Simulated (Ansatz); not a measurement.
LiRh: the change of phonon heat capacity and phonon entropy with temperature

Results calculated with Ansatz 0.2.0, not measured. Harmonic phonon free energy (zero-point part included), entropy and heat capacity at constant volume from interpolated force constants; periodic cell, basis, potentials, k mesh and filling as listed.

Structure of every row (space group P-6m2, No. 187):
```
cell vectors (Å)
   2.6523     0.0000     0.0000
  -1.3262     2.2970     0.0000
   0.0000     0.0000     4.3266
atoms (fractions of the cell vectors)
Li  0.00000  0.00000  0.50000
Rh  0.66667  0.33333  0.00000
```

Settings of every row: functional LDA; dispersion none; potentials PAW; wave cutoff 420 eV; density cutoff 1680 eV; k mesh 14x14x8; k shift 0x0x0; occupations fermi dirac; smearing width 0.1 eV; spin none; phonon method finite displacements; phonon supercell 2x2x2; dipole term of polar modes left out.

Limits: coarse k mesh, up to 40 meV an atom off; small supercell for force constants; volume not checked for rest; the cell comes from a prototype or a list of computed structures and needn't be the stable phase.

```csv
row,temperature (K),phonon heat capacity (k_B/atom),phonon entropy (k_B/atom),phonon free energy (meV/atom)
1,200,2.306,2.275,27.06
2,300,?,?,?
3,400,2.785,4.065,-28.88
4,500,2.858,4.695,-66.71
5,600,2.9,5.22,-109.5
6,700,2.926,5.669,-156.47
7,800,2.943,6.061,-207.05
8,900,2.954,6.409,-260.81
9,1000,2.963,6.72,-317.4
```

Question: what phonon heat capacity and phonon entropy should row 2 give?

Worked fit of phonon heat capacity. At high temperature a harmonic heat capacity falls short of its limit by a term in 1/T², so take t = (100 K / T)². The shown rows have t = 0.25, 0.0625, 0.04, 0.02778, 0.02041, 0.01562, 0.01235, 0.01. Least squares give phonon heat capacity = 2.9988 − 3.6462 × t + 3.5 × t² k_B/atom; a straight line predicts inner rows, each left out in turn, worse (root mean square 0.014 against 0.00066 k_B/atom). The rows lie off it by 0.000, 0.000, -0.001, 0.000, 0.000, 0.000, 0.000, 0.000. The constant, 2.9988 k_B/atom, is to be held against the harmonic limit of 3 k_B an atom. The withheld row has t = 0.11111, so the fit gives 2.9988 − 3.6462 × (0.11111) + 3.5 × (0.11111)² = 2.637 k_B/atom.

The calculation gave 2.64 k_B/atom. The fit lies 0.003 k_B/atom (0.46 % of the column's range) below it; its largest miss of a shown row is 0.001 k_B/atom.

Worked fit of phonon entropy. Entropy rises as the heat capacity times the change of ln T, so take t = ln(T / 300 K). The shown rows have t = -0.4055, 0.2877, 0.5108, 0.6931, 0.8473, 0.9808, 1.0986, 1.204. Least squares give phonon entropy = 3.3074 + 2.62647 × t + 0.17894 × t² k_B/atom; a straight line predicts inner rows, each left out in turn, worse (root mean square 0.047 against 0.0099 k_B/atom). The rows lie off it by 0.003, -0.013, -0.001, 0.006, 0.008, 0.005, 0.000, -0.009 (root mean square 0.0069 k_B/atom), a smooth pattern that one more power would take up: the form is only approximate. The slope at t = 0, 2.63 k_B/atom, estimates the heat capacity at 300 K. The withheld row has t = 0, so the fit gives 3.3074 + 2.62647 × (0) + 0.17894 × (0)² = 3.307 k_B/atom.

The calculation gave 3.284 k_B/atom. The fit lies 0.023 k_B/atom (0.52 % of the column's range) above it; its largest miss of a shown row is 0.013 k_B/atom.

The other values of row 2: phonon free energy 2.92 meV/atom.
